The rows hold one crystal, BAs in the zinc-blende structure, squeezed or stretched evenly in all directions. The least direct gap is the smallest energy that lifts an electron from a filled to an empty state without changing its wave vector. The band gap is the least over all pairs of filled and empty states.

BAs computed with Ansatz 0.2.0 using r2SCAN with spin-orbit coupling, PAW potentials, a plane-wave cutoff of 500 eV and a 10×10×10 k mesh. The cells are the r2SCAN rest cell and copies of it with all edges strained equally, by −4% to +4%. The band edges were also searched for between the mesh points.

| volume (Å³/atom) | shortest distance (Å) | band gap (eV) | least direct gap (eV) |
| --- | --- | --- | --- |
| 12.107 | 1.989 | 1.178 | 3.373 |
| 12.489 | 2.009 | 1.212 | 3.336 |
| 12.879 | 2.030 | 1.246 | 3.302 |
| 13.277 | 2.051 | 1.278 | 3.269 |
| 13.684 | 2.071 | 1.308 | 3.239 |
| 14.099 | 2.092 | 1.337 | 3.209 |
| 14.521 | 2.113 | 1.365 | 3.182 |
| 14.953 | 2.134 | 1.391 | 3.155 |
| 15.393 | 2.154 | 1.415 | 3.129 |

### 1. Where in the table is the crystal at rest?

It is in the middle row, at 13.684 Å³/atom, where the calculated pressure vanishes. The rows above it are compressed, up to 22 GPa in the first. The rows below it are stretched, which amounts to a negative pressure, down to −13 GPa in the last. Reading down the table therefore means releasing pressure and then pulling.

### 2. In the compressed rows, which gap is larger, and do the two move together?

The direct gap is much larger, 3.373 against 1.178 eV in the first row. As the pressure is released they approach each other: the band gap grows at every step and the direct gap shrinks. Both start from the valence top at Γ, the centre of the Brillouin zone. The direct gap ends at Γ too, while the band gap ends in a valley about four fifths of the way to the zone-face point X.

### 3. Why does the direct gap shrink as the bonds lengthen?

At Γ the valence top is a bonding combination of p orbitals, and in BAs the lowest empty state is known to be its antibonding partner. In the limit of distant atoms the orbitals no longer overlap, and only the difference between the atomic levels is left. Longer bonds are a step towards that limit, so the splitting falls.

A common rule lets such a splitting scale as 1/d², with d the shortest distance. Started from the rest cell, it gives a fall of 0.52 eV over the whole table, about twice the calculated 0.24 eV. The direction is right, but the rule is too steep. The atomic level difference, which does not depend on d, is likely to explain only part of this. In a two-level picture it would have to be about 2.4 eV to halve the fall, more than the p levels of B and As are expected to differ. The rule is also expected to be too steep for silicon, which has no such difference.

### 4. Why does the band gap do the opposite?

The opposite limit helps here: electrons so free that the crystal potential vanishes. Their energies are then purely kinetic and scale as 1/a², with a the cube edge. In units of h²/(2ma²), the waves that chiefly form the valence top have energy 3, and those that chiefly form the valley have about 2. In this limit, squeezing the crystal raises the valence top more than the valley, which works towards a narrower gap.

The same count suggests why the direct gap is different. Both of its states stem chiefly from waves of energy 3, so in this limit the kinetic part cancels and the potential splits them. In the real crystal the cancellation should be incomplete: the valence top is expected to mix in waves of energy 4 far more than its partner does, which works against the widening of the direct gap under pressure. For the band gap this limit suggests the sign but can't guarantee it. Its bare slope is several times too steep, so the crystal potential must offset much of the kinetic effect. In diamond, where the count is the same, the offset wins and pressure widens the gap. The difference is usually put down to low-lying d states, which push the valley down when heavier atoms are present and which carbon lacks; these runs don't test that.

### 5. Around the rest cell, how much does a given squeeze change the band gap?

The simplest model makes the gap linear in ln V, where V is the volume; the slope is called a deformation potential. Take it from the rows at 12.879 and 14.521 Å³/atom. The gap rises by 0.119 eV while ln V rises by 0.120, so the slope is 0.99 eV.

Now try the first row, which played no part in the slope. There ln V lies 0.122 below its value at rest, so the gap should drop by 0.121 eV to 1.187 eV. The calculation gives 1.178 eV.

Expressed per pressure, the same two rows give −7 meV/GPa. Carried to 22 GPa, that figure misses by 24 meV, nearly three times as much. The crystal stiffens under load, so each further GPa compresses it less. For large loads, convert pressure to volume first.

### 6. In the stretched rows, does BAs come close to a direct gap?

No. Since both gaps share the valence top, their difference is the height of the empty Γ state above the valley. It falls from 2.195 eV in the first row to 1.714 eV in the last, so the valley remains far below. The smooth steps of the direct gap give no sign of a change of state at Γ within the table. The antibonding s state there is expected to fall much faster on stretching, though, so that column shouldn't be extended beyond the last row.

### 7. What if gallium replaced boron?

In GaAs the lowest empty state at Γ is an antibonding s state and lies below the valleys at L and near X. The gap is therefore direct, and pressure widens it strongly until a valley near X becomes the lowest. The sign thus depends on which empty state is lowest, so that has to be settled before a trend is carried over. Even then the sign isn't assured: diamond, like BAs, has its lowest valley near X, yet its gap widens under pressure.

### 8. Which digits can be trusted?

Adding a point off the k mesh, at the valley as located with PBE, shifts the band gap by little more than 1 meV at most, while neighbouring rows differ by 24 meV or more, so the trend is well resolved. The absolute gap is another matter: r2SCAN puts it several tenths of an eV below experiment. Zero-point motion, absent here, would lower it further. A practical rule is to take the gap at rest from measurement and only its change with volume from this table, on the untested assumption that the r2SCAN error stays nearly constant.
